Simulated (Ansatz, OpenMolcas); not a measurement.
**How methods differ on BNH3 (SMILES B[NH])**

The species is BNH3 (5 atoms), meant as a doublet with charge 0. As SMILES, `B[NH]`. The shape is that of a PBE0-D4/def2-TZVP optimisation.

Quantity: the vertical ionisation energy (to the singlet cation), in eV. The values are calculated.

```json
{"level": "UHF/STO-3G", "kind": "Hartree–Fock", "program": "Ansatz", "value (eV)": "9.22", "less FCI/STO-3G": "+0.92", "CPU time (all runs)": "0.34 s"}
{"level": "USVWN5/STO-3G", "kind": "LDA", "program": "OpenMolcas", "value (eV)": "8.75", "less FCI/STO-3G": "+0.45", "CPU time (all runs)": "8.3 s"}
{"level": "UPBE/STO-3G", "kind": "GGA", "program": "Ansatz", "value (eV)": "9.00", "less FCI/STO-3G": "+0.70", "CPU time (all runs)": "1.9 s"}
{"level": "UHSE06/STO-3G", "kind": "range-separated hybrid", "program": "Ansatz", "value (eV)": "9.34", "less FCI/STO-3G": "+1.04", "CPU time (all runs)": "2.5 s"}
{"level": "UB2PLYP/STO-3G", "kind": "double hybrid", "program": "Ansatz", "value (eV)": "9.00", "less FCI/STO-3G": "+0.70", "CPU time (all runs)": "2.2 s"}
{"level": "RPA@PBE/STO-3G", "kind": "RPA", "program": "Ansatz", "value (eV)": "7.92", "less FCI/STO-3G": "-0.38", "CPU time (all runs)": "2.8 s"}
{"level": "UCCSDTQ/STO-3G", "kind": "coupled cluster or CI", "program": "Ansatz", "value (eV)": "8.30", "less FCI/STO-3G": "0.00", "CPU time (all runs)": "20 s"}
{"level": "FCI/STO-3G", "kind": "exact in the basis", "program": "Ansatz", "value (eV)": "8.30", "less FCI/STO-3G": "0.00", "CPU time (all runs)": "2.5 s"}
```

FCI/STO-3G is exact within its basis and frozen core, so for wave-function methods in that basis the difference is their error; functionals converge differently with the basis, so for them it is only a difference. The values span 7.92 to 9.34 eV. All rows use very small basis sets, so even the best lies far from the true value. CPU times are rough (shared hosts, several kinds of processor): they show what a rung costs within a factor of a few.

Correlation lowers this ionisation energy: UHF lies 0.92 eV above FCI, so the singlet cation gains more correlation energy than the neutral radical. That reverses the familiar case in which ionisation breaks an electron pair and Hartree–Fock gives too low a value. Here the electron probably leaves a singly occupied, in-plane orbital on nitrogen, as in the isoelectronic vinyl radical. The pairs then stay intact, while the cation acquires a low-lying empty orbital into which they can correlate.

UCCSDTQ reproduces FCI to the printed precision, so excitations beyond quadruples hardly matter for this difference. RPA@PBE is the only method to fall below FCI, which suggests that it overestimates the differential correlation. Exact exchange alone does not order the functionals: UHSE06 lies above both UPBE and UHF, while UB2PLYP coincides with UPBE. With only the singlet cation computed, it remains open whether a triplet, which is often competitive in nitrenium-like ions, would give a lower ionisation threshold.
